Margin notes on the Fröhlich vertex and the coupling constant α

Note 0. Conventions

SI units in the formulas; meV, Å and cm⁻¹ in the numbers. The electron has charge −e with e > 0. The crystal has volume Ω = N_c Ω₀, with N_c primitive cells and periodic boundary conditions. Dielectric constants are relative: ε∞ with the ions clamped, ε_s with the ions relaxed, and 1/ε* ≡ 1/ε∞ − 1/ε_s. For Gaussian units replace e²/(4πε₀) by e².

Note 1. The premises, which the usual one-page derivation leaves implicit

P1. A cubic insulator with two ions per cell, hence one infrared-active optical triplet, treated as harmonic. Cubic symmetry makes every second-rank tensor a scalar.
P2. Wavelengths long against the lattice constant, so the ionic displacement is a smooth field and all coefficients are independent of q.
P3. The bound electrons follow every field instantly (phonon and carrier energies far below the gap) and enter only through ε∞ and an effective charge.
P4. One excess electron in a non-degenerate, isotropic, parabolic band. Its mass m is the mass in the rigid lattice.
P5. The electron is slow against light and couples through its charge density ρ to the scalar potential φ.

Note 2. Why the variable is w and why one constant b appears twice

Let u = u₊ − u₋ be the cation displacement relative to the anion and μ the reduced mass of the pair. The kinetic energy of a cell splits into a centre-of-mass part (the acoustic branches, dropped here) and ½μu̇². With w = √(μ/Ω₀) u the kinetic energy density is ½ẇ². The most general quadratic, isotropic energy density in w and the macroscopic field E is

F = ½ω_TO² w² − b w·E − ½ε₀(ε∞ − 1)E².   (1)

The force is −∂F/∂w and the polarisation is −∂F/∂E, which gives the Born–Huang equations

ẅ = −ω_TO² w + bE,   P = b w + ε₀(ε∞ − 1)E.   (2)

The same b stands in both because both are derivatives of one function. At w = 0 the second equation defines ε∞. At E = 0 the dipole per cell is Ω₀P = Z*e u, so b = Z*e/√(μΩ₀), with Z* the Born effective charge. No Lorentz local-field factor has to be inserted: E is the macroscopic field, and all local-field effects already sit inside ω_TO, Z* and ε∞.

Note 3. Fixing b without a microscopic model

From (2), D = ε₀E + P = ε₀ε∞E + b w. In a static field w = bE/ω_TO², and D = ε₀ε_s E requires

b² = ε₀(ε_s − ε∞) ω_TO².   (3)

This is the step that lets a statement about static screening fix a quantum-mechanical vertex.

Note 4. Where the field energy goes

Texts often write down an oscillator of frequency ω_LO and a potential energy −eφ side by side, leaving open whether the field energy has been counted and whether the coupling needs a factor ½. A Lagrangian settles both. Abbreviate ε ≡ ε₀ε∞, set E = −∇φ, and add the vacuum term ½ε₀E² and the source term to ½ẇ² − F:

L = ∫d³r [ ½ẇ² − ½ω_TO² w² + b w·E + ½εE² − ρφ ].   (4)

Varying w returns the first of (2). Varying φ and integrating by parts returns ∇·D = ρ. No time derivative of φ occurs, so φ is no degree of freedom and may be eliminated through this constraint. Split w = w_L + w_T into curl-free and divergence-free parts, which are orthogonal under ∫d³r, and let D_ρ be the curl-free field with ∇·D_ρ = ρ. Since E is curl-free, the constraint ∇·(εE + b w_L) = ρ integrates to

E = (D_ρ − b w_L)/ε.   (5)

Next, ∫ρφ = ∫(∇·D)φ = ∫D·E = ∫(εE² + b w·E). The last three terms of (4) therefore add up to −½εE², and

L = ∫d³r [ ½ẇ² − ½ω_TO² w² − |D_ρ − b w_L|²/(2ε) ].   (6)

The square holds three pieces.
(i) b²w_L²/(2ε) stiffens the longitudinal part only: ω_LO² = ω_TO² + b²/ε. With (3) this is the Lyddane–Sachs–Teller relation

ω_LO²/ω_TO² = ε_s/ε∞.   (7)

(ii) D_ρ²/(2ε) is the Coulomb energy of the carriers screened by ε∞. For one carrier it is a constant that belongs to the band energy of the rigid lattice.
(iii) The cross term is the interaction energy H_int = −(b/ε)∫D_ρ·w_L. Define φ_w by ∇φ_w = b w_L/ε, which by (5) is the potential of the lattice polarisation alone. Integration by parts gives H_int = ∫ρφ_w = −eφ_w(r) for an electron at r. There is no factor ½, because the 2 of the cross term cancels the ½ in front of the square.

The transverse part w_T keeps the frequency ω_TO and does not meet ρ. It carries polarisation but no bound charge, since ∇·w_T = 0.

Note 5. Retardation is not the approximation it is said to be

A longitudinal wave with D = 0, ∇×E = 0 and no magnetic field solves the full Maxwell equations at every q. The LO mode of an isotropic medium therefore needs no electrostatic approximation. Retardation turns the TO modes into polaritons at q of order ω√ε_s/c, and those transverse fields couple to the current of the carrier, which P5 drops as a correction governed by v/c.

Note 6. Trading b for ω_LO

From here on ω ≡ ω_LO. Piece (i) and (7) give b² = ε(ω² − ω_TO²) = εω²(1 − ε∞/ε_s), that is

b² = ε₀ε∞² ω²/ε*.   (8)

The ε∞² will cancel against the screening of φ_w. The charge that the carrier sees is thus Z*/ε∞, not Z*.

Note 7. Quantisation, including the phase that looks like a misprint

Expand w_L = Ω^(−1/2) Σ_q e_q Q_q exp(iq·r), with e_q a unit vector along q up to a phase. Reality of w_L is simplest if e_−q = e_q* and Q_−q = Q_q†. The real vector q̂ = q/q is odd and fails the first condition; e_q = −i q̂ meets it. Using ∫exp(i(q+q′)·r)d³r = Ωδ_(q′,−q) and e_q·e_−q = 1, the free longitudinal Lagrangian is ½Σ_q (Q̇_q Q̇_−q − ω²Q_q Q_−q). The variable Q̇_q occurs in the terms q and −q, so Π_q = ∂L/∂Q̇_q = Q̇_−q, and

H_ph = ½Σ_q (Π_q Π_−q + ω²Q_q Q_−q),   [Q_q, Π_q′] = iħδ_(q,q′).

Put Q_q = √(ħ/2ω)(a_q + a†_−q) and Π_q = i√(ħω/2)(a†_q − a_−q), with [a_q, a†_q′] = δ_(q,q′). Then [Q_q, Π_q] = (iħ/2)([a_q, a†_q] − [a†_−q, a_−q]) = iħ. In H_ph the terms a_q a_−q and their adjoints enter with opposite signs from the kinetic and the potential part and cancel, which leaves H_ph = Σ_q ħω(a†_q a_q + ½): one oscillator per wave vector.

The Fourier component of ∇φ_w = b w_L/ε reads i q φ_q = (b/ε)Ω^(−1/2)(−i q̂)Q_q, so φ_q = −b Q_q/(ε q √Ω). Then

H_int = Σ_q g(q) exp(iq·r)(a_q + a†_−q),   g(q) = (e b/(ε q)) √(ħ/(2ωΩ)).   (9)

Here g is real and even in q. Relabelling q → −q in the creation term gives Σ_q [g a_q exp(iq·r) + h.c.], and the canonical change a_q → −i a_q turns g into the −i|g| of many books. The phase is a convention; only |g|² is observable. The term q = 0 is omitted, since q̂ is undefined there, and its neighbourhood carries no weight because ∫d³q/q² converges at the origin.

Squaring (9) and inserting (8) with ε² = ε₀²ε∞²:

|g(q)|² = e² ħω (1/ε∞ − 1/ε_s) / (2ε₀ Ω q²).   (10)

The ionic masses, Z* and Ω₀ have dropped out, and the carrier mass has not yet entered. The divergence as 1/q is that of a dipole field: a displacement wave of fixed amplitude has bound charge ∝ q and potential ∝ q/q².

Note 8. A test of the factor 2 that uses no dynamics of the carrier

Clamp charges −e at points r_j and write n_q = Σ_j exp(iq·r_j). Then H = Σ_q [ħω a†_q a_q + g(n_q a_q + n_q* a†_q)] apart from the zero-point energy. The shift a_q → a_q − g n_q*/ħω removes the linear terms exactly and lowers the energy by Σ_q g²|n_q|²/ħω. For two charges at separation R, |n_q|² = 2 + 2cos(q·R). With Σ_q → Ω∫d³q/(2π)³ and ∫d³q cos(q·R)/((2π)³q²) = (1/(2π²R))∫₀^∞ (sin y/y)dy = 1/(4πR), the R-dependent part is

−Σ_q 2|g|² cos(q·R)/ħω = −e²/(4πε₀ε* R).

Added to the repulsion e²/(4πε₀ε∞R) from piece (ii), this gives e²/(4πε₀ε_s R), as the definition of ε_s demands. Any other prefactor in (10) would spoil it.

The same holds at finite frequency ν. From (2), ε(ν) = ε∞ + b²/(ε₀(ω_TO² − ν²)) = ε∞(ω² − ν²)/(ω_TO² − ν²), so

1/ε(ν) = 1/ε∞ − (1/ε*) ω²/(ω² − ν²).   (11)

Exchange of one phonon in either time order gives |g|²[1/(ħν − ħω) − 1/(ħν + ħω)] = 2ω|g|²/(ħ(ν² − ω²)), which with (10) equals (e²/(ε₀Ωq²))[1/ε(ν) − 1/ε∞]. The vertex is the strength of the pole of 1/ε. This explains why ω_LO and the difference of inverse dielectric constants appear, and it shows how to proceed with several polar modes: each LO pole of 1/ε(ν) supplies its own |g|².

Note 9. From exp(iq·r) to a matrix element between Bloch states

For small q, ⟨k+q|exp(iq·r)|k⟩ = ⟨u_(k+q)|u_k⟩, the overlap of the cell-periodic parts. Normalisation of u_k makes the first-order change of this overlap a pure phase, so its modulus is 1 − O(q²). A two-band estimate at k = 0 gives the size. With an interband matrix element of the k·p term equal to Πq across a direct gap E_g, second order gives ħ²/2m − ħ²/2m_e = Π²/E_g, and the admixed weight is

1 − |⟨u_q|u_0⟩|² ≈ Π²q²/E_g² = (1 − m/m_e) ħ²q²/(2mE_g).   (12)

Setting the overlap to one, the vertex for k → k+q by absorption is g(q)√N, and for k → k−q by emission g(q)√(N+1), with N = 1/(exp(ħω/k_BT) − 1). First-principles work usually writes H_int with a prefactor N_c^(−1/2); that vertex is g_cell = √N_c g, which is (10) with Ω₀ in place of Ω.

Note 10. Why α, and why the 2 under the root

The full Hamiltonian is p²/2m + H_ph + H_int. Without coupling it has one energy, ħω, and one length, fixed by ħ²/(2m r_p²) = ħω:

r_p = √(ħ/(2mω)).   (13)

With x = q r_p, positions in units of r_p and energies in units of ħω, the kinetic term is −∇², the phonon term Σa†a, and the squared vertex |g|²/(ħω)² = [e²/(2ε₀ε*ħω r_p)] r_p³/(Ωx²). The bracket is the only parameter left. Calling it 4πα,

α = e²/(8πε₀ε* r_p ħω) = (e²/(4πε₀ħ)) √(m/(2ħω)) (1/ε∞ − 1/ε_s),   (14)

where the second form follows from 1/(2ω r_p) = √(2mω/ħ)/(2ω) = √(m/(2ħω)). The vertex becomes

|g(q)|² = 4πα (ħω)² r_p/(Ω q²).   (15)

The product α r_p is independent of m, as (10) requires. The first form of (14) reads α as half the Coulomb energy at distance r_p in a medium of constant ε*, counted in phonon quanta. With Ry = m_e e⁴/(2(4πε₀ħ)²) and a₀ = 4πε₀ħ²/(m_e e²), the working forms are

α = (1/ε*) √((m/m_e) Ry/ħω),   r_p = a₀ √(Ry/((m/m_e)ħω)).   (16)

In units ħ = ω = m = 1 one has r_p = 1/√2, and (15) reads |g|² = 2√2 πα/(Ωq²); the α is the same.

Note 11. What the 4π buys

At T = 0 the state |k; no phonon⟩ couples to |k−q; 1_q⟩. With κ = k r_p and s the cosine between k and q, the energy denominator is ħω(1 + x² − 2κxs). Since Ω/(2π)³ · 2π · 4πα r_p/Ω · dq = (α/π)dx,

ΔE(k) = −ħω(α/π)∫₀^∞dx ∫₋₁¹ds 1/(1 + x² − 2κxs).

The integrand is unchanged under (x, s) → (−x, −s), so the x integral may be replaced by half the integral over the whole axis. Writing the denominator as (x − κs)² + 1 − κ²s² gives (π/2)/√(1 − κ²s²) for κ < 1, and the s integral of that is π arcsin(κ)/κ:

ΔE(k) = −αħω arcsin(κ)/κ ≈ −αħω(1 + κ²/6).   (17)

At T = 0 the band edge drops by exactly αħω at this order, which is what the choice of 4π achieves. The bare dispersion ħωκ² becomes ħωκ²(1 − α/6), so the polaron mass is m(1 + α/6) to first order in α. The norm of the first-order state gives the mean phonon number (2α/π)∫₀^∞dx/(1 + x²)² = α/2. At finite T the golden-rule rate of absorption at k = 0 is

1/τ = (2π/ħ)Σ_q |g|²N δ(ħω(x² − 1)) = 4αωN∫₀^∞ δ(x² − 1)dx = 2αωN,   (18)

so the level width in phonon quanta is ħ/τ = 2αN ħω. The shift at k = 0 also depends on T. Emission carries the weight N + 1 and contributes −α(N + 1)ħω. Absorption contributes ħω(2αN/π) times the principal value of ∫₀^∞dx/(1 − x²), which vanishes because x → 1/x maps the range below the pole onto the range above it with opposite sign. At second order the band edge therefore moves by −α(N + 1)ħω, and (17) is the limit N ≪ 1.

Note 12. Which q matter

At k = 0 the part of ΔE that comes from q > q_c is the fraction

f(q_c) = (2/π)∫ dx/(1 + x²) from q_c r_p to ∞ = (2/π) arctan(1/(q_c r_p)).   (19)

Half the shift arises below 1/r_p, but the tail decays only as 1/q_c. A correction such as (12), of relative size x²ħω/E_g, becomes of order one at x = √(E_g/ħω), and by (19) its effect on ΔE scales as √(ħω/E_g), not as ħω/E_g.

Note 13. Numbers: conduction electrons in AgBr, with GaAs beside them

AgBr has the rock-salt structure and an s-like conduction minimum at Γ, which suits P1 and P4. Constants: Ry = 13.606 eV, a₀ = 0.5292 Å, e²/(4πε₀) = 14.40 eV Å.

Set A takes compiled measured values: ε_s = 12.5, ε∞ = 4.7 and LO frequency 129.9 cm⁻¹ at 300 K (Rakita 2019), TO frequency 79 cm⁻¹ at 290 K (Hadni 1968), a = 5.772 Å (Jana 2018), direct gap at Γ 4.29 eV (Peralta 2006). The band mass is an input, m ≈ 0.215 m_e, a typical value. Set B keeps this mass and ε∞ = 4.7 and uses typical low-temperature inputs ε_s ≈ 10.6 and ħω ≈ 17 meV. Set C is GaAs with typical inputs ε_s ≈ 12.9, ε∞ ≈ 10.9, ħω ≈ 36 meV, m ≈ 0.067 m_e.

Test of the one-oscillator premise. In set A, ε_s/ε∞ = 2.660 and (ω_LO/ω_TO)² = 2.704, so (7) holds to 1.7 per cent. The test is mild, since LO values are often extracted with an oscillator model of the form of (11). From (3), with approximate atomic masses 107.87 u and 79.90 u (μ = 45.90 u) and Ω₀ = a³/4 = 48.07 Å³, one finds Z* = 1.48 and Z*/ε∞ = 0.31.

The vertex, set A. ħω = 16.11 meV and 1/ε* = 0.1328. From (10), |g|²Ωq² = 2π(e²/4πε₀)ħω/ε* = 0.1935 eV² Å, with no use of the mass. Per cell, g_cell = 63.4 meV Å⁻¹/q.

The coupling constant, set A. (m/m_e)Ry/ħω = 181.6, whose root is 13.48, so (16) gives α = 1.79 and r_p = 33.2 Å, which is 5.7 lattice constants. At q = 1/r_p = 0.0301 Å⁻¹, g_cell = 2.10 eV; so large a number does no harm, since each mode enters with N_c^(−1/2).

Quantity | A | B | C
1/ε* | 0.1328 | 0.1184 | 0.0142
r_p (Å) | 33.2 | 32.3 | 39.7
α | 1.79 | 1.55 | 0.072
αħω, the T = 0 shift (meV) | 28.8 | 26.4 | 2.6
n_c (10¹⁷ cm⁻³) | 1.9 | 2.1 | 6.9
T (K) | 300 | 20 | 300
2αN | 4.1 | 0.00016 | 0.047
α(N + 1)ħω (meV) | 62 | 26.4 | 3.4

Here n_c = ε₀ε∞mω²/e² is the carrier density at which the plasma frequency √(ne²/(ε₀ε∞m)) reaches ω. The step from A to B is a factor 0.892 from 1/ε* and 0.973 from ω^(−1/2): most of the temperature dependence of α sits in ε_s.

How many figures survive. From (14), ∂lnα/∂lnε∞ = −ε_s/(ε_s − ε∞), which is −1.60 in set A and −6.45 in set C. The rounding of ε∞ to 4.7 ± 0.05 alone moves α by 1.7 per cent. Eliminating ε_s by (7), 1/ε* = (1 − ω_TO²/ω²)/ε∞ = 0.1341, gives α = 1.81. The third figure in the table serves the arithmetic only. The mass must be the rigid-lattice one; inserting the dressed mass m(1 + α/6) in (14) would raise α by a factor 1.14 in set A.

Note 14. Range of validity, with sizes for set A unless stated

Continuum (P2). Replacing the zone by a sphere of equal volume, q_D = (6π²/Ω₀)^(1/3) = 1.072 Å⁻¹, q_D r_p = 35.6, and (19) puts 1.8 per cent of ΔE outside it. Ninety per cent of ΔE arises below q r_p = tan(0.45π) = 6.31, or 0.18 q_D; dispersion of the LO branch and of ε∞ matters mainly for the remainder. At large α the carrier localises on a scale of order r_p/α, and P2 fails when that nears a.

Band structure (P3, P4). ħω/E_g = 0.0038, and (12) is 0.0029 at q = 1/r_p. The tail beyond x = √(E_g/ħω) = 16.3 holds 3.9 per cent of ΔE, which is the scale of the overlap, non-parabolicity and interband corrections. Holes in AgBr, whose band maximum lies away from Γ, fall outside P4.

Short-range terms. (10) is the leading 1/q term of the vertex. In rock salt every ion is an inversion centre, so dynamical quadrupoles and piezoelectric coupling vanish, and the odd optical mode has no diagonal deformation potential for a state at Γ. In GaAs quadrupole and piezoelectric terms are allowed. Acoustic deformation coupling exists in both, as a separate vertex.

Slow carrier (P5). v/c = ħ/(m r_p c) = 5.4 × 10⁻⁴.

Free carriers. (10) is unscreened and needs n far below n_c; near n_c the LO mode mixes with the plasmon, and the poles of the total 1/ε must be used as in Note 8. Doped GaAs layers in devices often reach this density.

Harmonicity (P1). A damped, anharmonic lattice spreads the pole of (11) into a band. At 300 K the parameters of set A are effective ones, and AgBr, with its temperature-dependent ε_s, is more exposed to this than GaAs.

Perturbation theory. Results (10), (14) and (15) do not assume small α; (17) and (18) do. In addition (17), with the mass and the phonon number that go with it, needs N ≪ 1; the set A values of these quantities are zero-temperature results evaluated with 300 K parameters. The next term of the ground-state energy, quoted without derivation as approximately −0.016α²ħω, is 2.9 per cent of αħω. The mass is less secure: 1 + α/6 = 1.30 and 1/(1 − α/6) = 1.42 agree at the order computed and differ beyond it, and the cloud holds α/2 = 0.89 phonons. At 300 K, N = 1.16 and ħ/τ = 67 meV exceeds both ħω and k_BT = 25.9 meV, so (18) there signals the breakdown of sharp band states and is no usable rate. The second-order shift at that temperature, α(N + 1)ħω = 62 meV, is more than twice αħω and smaller than the width, so the edge itself is ill-defined. In sets B and C the width is small against ħω.

The model's coupling constant for AgBr electrons is thus about 1.8 with the compiled room-temperature dielectric data and between 1.5 and 1.6 with typical low-temperature inputs, where the band edge drops by 26 meV, subject to corrections of several per cent. The room-temperature data give 29 meV only as a zero-temperature shift evaluated with 300 K parameters; at 300 K thermal phonons raise the second-order shift to about 62 meV against a width of 67 meV, which leaves no sharp edge. Neither value of α tests the theory: the input mass is of the kind inferred from a low-temperature polaron mass by removing a coupling of this very form, and set A combines it with 300 K lattice data. The model's value for GaAs, α ≈ 0.07, lies deep in the perturbative range, although the near cancellation in 1/ε∞ − 1/ε_s limits it to one or two figures.